**Orbital relaxation in the ionisation of +1 ions of groups 1, 11 and 15**

The table holds ionisation energies by ΔSCF, Koopmans values −ε, their difference and NIST values for twelve singly charged ions, from non-relativistic configuration-average Hartree-Fock at the radial basis limit. The program tests the screening estimate gap = mσ²/(2n*²) hartree with Slater's σ and n* (σ = 5/16 for Li+), and compares it with the true n and, for d shells, with a larger electron count. Without fitting, the model meets the s and p rows within about 25 % but is too low by factors of 1.8 to 2.7 for the d¹⁰ ions, Cu+ being worst. The output also splits the Cu+–Ag+ step into orbital-energy and relaxation parts and lists the errors of both estimates against NIST. Spin-orbit and term shifts are applied to Rb+, Au+ and As+, and they show that the agreement at Au+ is accidental.

Ionisation energies (IE) of singly charged ions of groups 1, 11 and 15, from the B-spline radial atomic code 1 with non-relativistic Hartree-Fock averaged over the configuration, a point nucleus and a spherical atom at the radial basis limit. ΔSCF is the difference of two self-consistent total energies, and ε is the orbital energy. NIST values run from ground level to ground level.

## Program and output

```python
# Table: IE by Delta-SCF, -eps (Koopmans), their gap and NIST values (eV) for +1 ions of groups 1, 11, 15; B-spline radial
# code, non-relativistic configuration-average Hartree-Fock. Tested: gap = m*sigma^2/(2 n*^2) hartree; errors against NIST.
T = {
    'ion': ['Li+', 'K+', 'Rb+', 'Cs+', 'Cu+', 'Ag+', 'Au+', 'N+', 'P+', 'As+', 'Sb+', 'Bi+'],
    'Z': [3, 19, 37, 55, 29, 47, 79, 7, 15, 33, 51, 83],
    'N': [2, 18, 36, 54, 28, 46, 78, 6, 14, 32, 50, 82],
    'configuration': ['1s2', '[Ne] 3s2 3p6', '[Ar] 3d10 4s2 4p6', '[Kr] 4d10 5s2 5p6', '[Ar] 3d10', '[Kr] 4d10', '[Xe] 4f14 5d10', '[He] 2s2 2p2', '[Ne] 3s2 3p2', '[Ar] 3d10 4s2 4p2', '[Kr] 4d10 5s2 5p2', '[Xe] 4f14 5d10 6s2 6p2'],
    'ion_cfg': ['1s1', '[Ne] 3s2 3p5', '[Ar] 3d10 4s2 4p5', '[Kr] 4d10 5s2 5p5', '[Ar] 3d9', '[Kr] 4d9', '[Xe] 4f14 5d9', '[He] 2s2 2p1', '[Ne] 3s2 3p1', '[Ar] 3d10 4s2 4p1', '[Kr] 4d10 5s2 5p1', '[Xe] 4f14 5d10 6s2 6p1'],
    'ie': [74.4617, 30.6392, 26.5559, 22.697, 17.5168, 20.307, 20.1085, 28.0732, 18.4727, 17.3093, 15.3745, 14.5995],  # eV
    'koopmans': [75.9841, 31.8522, 27.4454, 23.368, 22.0451, 22.4581, 21.7876, 29.1673, 18.9165, 17.6838, 15.6796, 14.8795],  # eV
    'diff': [1.522, 1.213, 0.889, 0.671, 4.528, 2.151, 1.679, 1.094, 0.444, 0.375, 0.305, 0.28],  # eV
    'tab': [75.640097, 31.625, 27.28954, 23.15745, 20.29239, 21.4844, 20.203, 29.60125, 19.76949, 18.5892, 16.626, 16.703],  # eV
    'tab_kind': ['theory', 'measured', 'measured', 'measured', 'measured', 'measured', 'measured', 'semi-empirical', 'semi-empirical', 'measured', 'measured', 'measured'],
    'unc': [1.2e-06, 0.00019, 6e-05, 6e-05, 6e-05, 0.0009, 0.025, 9e-05, 4e-05, 0.001, 0.025, 0.004],  # eV
}
import numpy as np
from scipy.constants import physical_constants as pc, h, c, e
Ha = pc['Hartree energy in eV'][0]; cm = h*c*100/e
ion = list(T['ion']); ix = {s: i for i, s in enumerate(ion)}
ie, ko, d, tab = (np.array(T[k], float) for k in ('ie', 'koopmans', 'diff', 'tab'))
# n of opened shell, m = electrons left in its group (ns+np, or nd)
nm = {'Li+':(1,1),'K+':(3,7),'Rb+':(4,7),'Cs+':(5,7),'Cu+':(3,9),'Ag+':(4,9),'Au+':(5,9),'N+':(2,3),'P+':(3,3),'As+':(4,3),'Sb+':(5,3),'Bi+':(6,3)}
nst = {1:1.0, 2:2.0, 3:3.0, 4:3.7, 5:4.0, 6:4.2}  # Slater's n*, rough recalled values, as is sigma = 0.35
# further outputs of the same calculation: (-eps, IE) of the +2 ions, eV
two = {'Li+':(122.4512,122.4512),'K+':(46.56678,45.58722),'Rb+':(39.74922,39.03588),'Cs+':(33.53006,32.98884),
       'Cu+':(40.04599,36.14457),'Ag+':(36.68029,34.85048),'Au+':(34.72839,33.31198),'N+':(47.77286,47.17027),
       'P+':(29.67273,29.43183),'As+':(27.54206,27.33135),'Sb+':(24.10199,23.92044),'Bi+':(22.75743,22.58567)}
n = np.array([nm[s][0] for s in ion], float); m = np.array([nm[s][1] for s in ion], float)
ns = np.array([nst[int(k)] for k in n]); sg = np.where(n == 1, 5/16, 0.35)
mod = m*sg**2/(2*ns**2)*Ha; modn = m*sg**2/(2*n**2)*Ha
d2 = np.array([two[s][0]-two[s][1] for s in ion])
G = {'np6':['K+','Rb+','Cs+'], 'nd10':['Cu+','Ag+','Au+'], 'np2':['N+','P+','As+','Sb+','Bi+']}
G = {k: [ix[s] for s in v] for k, v in G.items()}; sp = G['np6']+G['np2']; D = G['nd10']; li = ix['Li+']
print('rounding floor of gap 0.0005 eV; max|gap-(-eps-IE)| %.4f eV; largest NIST unc %.3f eV' % (abs(d-ko+ie).max(), max(u for u in T['unc'] if u is not None)))
print('ion m n* | gap model resid (eV) rel% | rel% true n | implied sigma | gap2+ (eV) gap2+/gap (m-1)/m')
for i, s in enumerate(ion):
    print('%-3s %d %.1f | %.3f %.3f %+.3f %+.0f | %+.0f | %.3f | %.3f %.3f %.3f' % (s, m[i], ns[i], d[i], mod[i], mod[i]-d[i],
          100*(mod[i]/d[i]-1), 100*(modn[i]/d[i]-1), np.sqrt(2*ns[i]**2*d[i]/Ha/m[i]), d2[i], d2[i]/d[i], (m[i]-1)/m[i]))
for lab, x in (('n*', ns), ('true n', n)):
    r = np.log(d[sp]/(m[sp]*Ha/(2*x[sp]**2))); q = np.exp(r.mean()-r)-1; w = np.argmax(abs(q))
    print('8 p rows, %s: fitted sigma %.3f, rms %.0f%%, worst %s %+.0f%%' % (lab, np.exp(r.mean()/2), 100*np.sqrt((q**2).mean()), ion[sp[w]], 100*q[w]))
print('slope dln(gap)/dln(n), model -2:', ', '.join('%s %.2f (vs n* %.2f)' % (k, np.polyfit(np.log(n[g]), np.log(d[g]), 1)[0], np.polyfit(np.log(ns[g]), np.log(d[g]), 1)[0]) for k, g in G.items()))
print('d rows, m=17 (16/17=%.3f):' % (16/17), ', '.join('%s %.3f eV %+.0f%%' % (ion[i], mod[i]*17/9, 100*(mod[i]*17/9/d[i]-1)) for i in D))
print('d rows, gap/model(m=9):', ', '.join('%s %.2f' % (ion[i], d[i]/mod[i]) for i in D))
# further outputs: Li+ T, Vne, E(Li2+) in hartree; sum r^2 of +1 and +2 ions and <r^2> of removed orbital in bohr^2
print('Li+ frozen 1s1 minus relaxed (identity): %.3f eV' % ((0.5*(7.236415-16.12452)+4.5)*Ha))
R2 = {'Li+':(0.8906411,0.3333333,0.8906411/2), 'Rb+':(31.82939,26.55139,3.438791), 'Au+':(47.54094,42.17164,2.746244)}
print('shrink of sum r^2 of remaining electrons:', ', '.join('%s %.3f bohr^2 (%.1f%%)' % (s, a-o-b, 100*(a-o-b)/(a-o)) for s, (a, b, o) in R2.items()))
print('ion | gap/-eps % | n*sqrt(2IE/Ha), true n | step in group IE, -eps, NIST | IE-NIST, -eps-NIST (eV)')
prev = {g[j]: g[j-1] for g in G.values() for j in range(1, len(g))}
for i, s in enumerate(ion):
    p = prev.get(i)
    st = '%+.3f %+.3f %+.3f' % (ie[i]-ie[p], ko[i]-ko[p], tab[i]-tab[p]) if p is not None else '-'
    print('%-3s | %.1f | %.2f | %s | %+.3f %+.3f' % (s, 100*d[i]/ko[i], n[i]*np.sqrt(2*ie[i]/Ha), st, ie[i]-tab[i], ko[i]-tab[i]))
e1, e2 = ie-tab, ko-tab
print('MAE eV (IE, -eps): all %.2f %.2f;' % (abs(e1).mean(), abs(e2).mean()), ', '.join('%s %.2f %.2f' % (k, abs(e1[g]).mean(), abs(e2[g]).mean()) for k, g in G.items()))
print('-eps closer to NIST in %d of %d rows; not in' % ((abs(e2) < abs(e1)).sum(), len(ion)), [ion[i] for i in range(len(ion)) if abs(e2[i]) >= abs(e1[i])])
cu, ag, au = D
print('Ag-Cu IE %.3f = -eps part %.3f + relaxation part %.3f eV (%.0f%%)' % (ie[ag]-ie[cu], ko[ag]-ko[cu], d[cu]-d[ag], 100*(d[cu]-d[ag])/(ie[ag]-ie[cu])))
print('group 11 rising order:', '; '.join('%s %s' % (k, '<'.join(ion[i] for i in sorted(D, key=lambda j: v[j]))) for k, v in (('IE', ie), ('-eps', ko), ('NIST', tab))))
# further outputs: zeta 4p of Rb+ and 5d of Au+ (1/cm); F2(4p,4p) of As2+ (eV), not of As+; errors of +2 ions (eV)
for s, sh, lab in (('Rb+', -4078.188*cm/2, 'p5 2P3/2, -zeta/2'), ('Au+', -4943.449*cm, 'd9 2D5/2, -zeta'), ('As+', 0.12*6.016663, '3P, +0.12F2 of As2+')):
    i = ix[s]; print('%s %s: shift %+.3f, IE %.3f, error %+.3f -> %+.3f eV, shift/|error| %.2f' % (s, lab, sh, ie[i]+sh, e1[i], e1[i]+sh, sh/abs(e1[i])))
mid = e1[[ix['P+'], ix['As+'], ix['Sb+']]]
print('error P,As,Sb mean %+.3f spread %.3f; Bi excess %+.3f eV' % (mid.mean(), np.ptp(mid), e1[ix['Bi+']]-mid.mean()))
print('+2 ion errors eV: Li %+.3f, Sb %+.3f, Bi %+.3f, Bi-Sb %+.3f' % (-0.003121893, -1.403061, -2.985079, -2.985079+1.403061))
assert (d > 0).all() and all((np.diff(d[g]) < 0).all() for g in G.values()) and ion[int(d.argmax())] == 'Cu+'
assert (abs(mod/d-1)[sp+[li]] < 0.30).all() and (mod[D]/d[D] < 0.65).all()
assert ie[cu] < ie[au] < ie[ag] and tab[au] < tab[cu] < tab[ag]
assert (e1 < 0).all() and (e2[G['np2']] < 0).all() and (e2[G['np6']+D+[li]] > 0).all()
```

Printed output:

```
rounding floor of gap 0.0005 eV; max|gap-(-eps-IE)| 0.0005 eV; largest NIST unc 0.025 eV
ion m n* | gap model resid (eV) rel% | rel% true n | implied sigma | gap2+ (eV) gap2+/gap (m-1)/m
Li+ 1 1.0 | 1.522 1.329 -0.193 -13 | -13 | 0.334 | 0.000 0.000 0.000
K+  7 3.0 | 1.213 1.296 +0.083 +7 | +7 | 0.339 | 0.980 0.808 0.857
Rb+ 7 3.7 | 0.889 0.852 -0.037 -4 | -18 | 0.357 | 0.713 0.802 0.857
Cs+ 7 4.0 | 0.671 0.729 +0.058 +9 | -30 | 0.336 | 0.541 0.807 0.857
Cu+ 9 3.0 | 4.528 1.667 -2.861 -63 | -63 | 0.577 | 3.901 0.862 0.889
Ag+ 9 3.7 | 2.151 1.096 -1.055 -49 | -56 | 0.490 | 1.830 0.851 0.889
Au+ 9 4.0 | 1.679 0.938 -0.741 -44 | -64 | 0.468 | 1.416 0.844 0.889
N+  3 2.0 | 1.094 1.250 +0.156 +14 | +14 | 0.327 | 0.603 0.551 0.667
P+  3 3.0 | 0.444 0.556 +0.112 +25 | +25 | 0.313 | 0.241 0.543 0.667
As+ 3 3.7 | 0.375 0.365 -0.010 -3 | -17 | 0.355 | 0.211 0.562 0.667
Sb+ 3 4.0 | 0.305 0.313 +0.008 +2 | -34 | 0.346 | 0.182 0.595 0.667
Bi+ 3 4.2 | 0.280 0.283 +0.003 +1 | -50 | 0.348 | 0.172 0.613 0.667
8 p rows, n*: fitted sigma 0.340, rms 9%, worst P+ +18%
8 p rows, true n: fitted sigma 0.383, rms 30%, worst P+ +50%
slope dln(gap)/dln(n), model -2: np6 -1.16 (vs n* -1.94), nd10 -1.97 (vs n* -3.47), np2 -1.20 (vs n* -1.78)
d rows, m=17 (16/17=0.941): Cu+ 3.148 eV -30%, Ag+ 2.070 eV -4%, Au+ 1.771 eV +5%
d rows, gap/model(m=9): Cu+ 2.72, Ag+ 1.96, Au+ 1.79
Li+ frozen 1s1 minus relaxed (identity): 1.522 eV
shrink of sum r^2 of remaining electrons: Li+ 0.112 bohr^2 (25.1%), Rb+ 1.839 bohr^2 (6.5%), Au+ 2.623 bohr^2 (5.9%)
ion | gap/-eps % | n*sqrt(2IE/Ha), true n | step in group IE, -eps, NIST | IE-NIST, -eps-NIST (eV)
Li+ | 2.0 | 2.34 | - | -1.178 +0.344
K+  | 3.8 | 4.50 | - | -0.986 +0.227
Rb+ | 3.2 | 5.59 | -4.083 -4.407 -4.335 | -0.734 +0.156
Cs+ | 2.9 | 6.46 | -3.859 -4.077 -4.132 | -0.460 +0.211
Cu+ | 20.5 | 3.40 | - | -2.776 +1.753
Ag+ | 9.6 | 4.89 | +2.790 +0.413 +1.192 | -1.177 +0.974
Au+ | 7.7 | 6.08 | -0.198 -0.671 -1.281 | -0.095 +1.585
N+  | 3.8 | 2.87 | - | -1.528 -0.434
P+  | 2.3 | 3.50 | -9.601 -10.251 -9.832 | -1.297 -0.853
As+ | 2.1 | 4.51 | -1.163 -1.233 -1.180 | -1.280 -0.905
Sb+ | 1.9 | 5.32 | -1.935 -2.004 -1.963 | -1.252 -0.946
Bi+ | 1.9 | 6.22 | -0.775 -0.800 +0.077 | -2.103 -1.823
MAE eV (IE, -eps): all 1.24 0.85; np6 0.73 0.20, nd10 1.35 1.44, np2 1.49 0.99
-eps closer to NIST in 11 of 12 rows; not in ['Au+']
Ag-Cu IE 2.790 = -eps part 0.413 + relaxation part 2.377 eV (85%)
group 11 rising order: IE Cu+<Au+<Ag+; -eps Au+<Cu+<Ag+; NIST Au+<Cu+<Ag+
Rb+ p5 2P3/2, -zeta/2: shift -0.253, IE 26.303, error -0.734 -> -0.986 eV, shift/|error| -0.34
Au+ d9 2D5/2, -zeta: shift -0.613, IE 19.496, error -0.095 -> -0.707 eV, shift/|error| -6.49
As+ 3P, +0.12F2 of As2+: shift +0.722, IE 18.031, error -1.280 -> -0.558 eV, shift/|error| 0.56
error P,As,Sb mean -1.276 spread 0.045; Bi excess -0.827 eV
+2 ion errors eV: Li -0.003, Sb -1.403, Bi -2.985, Bi-Sb -1.582
```
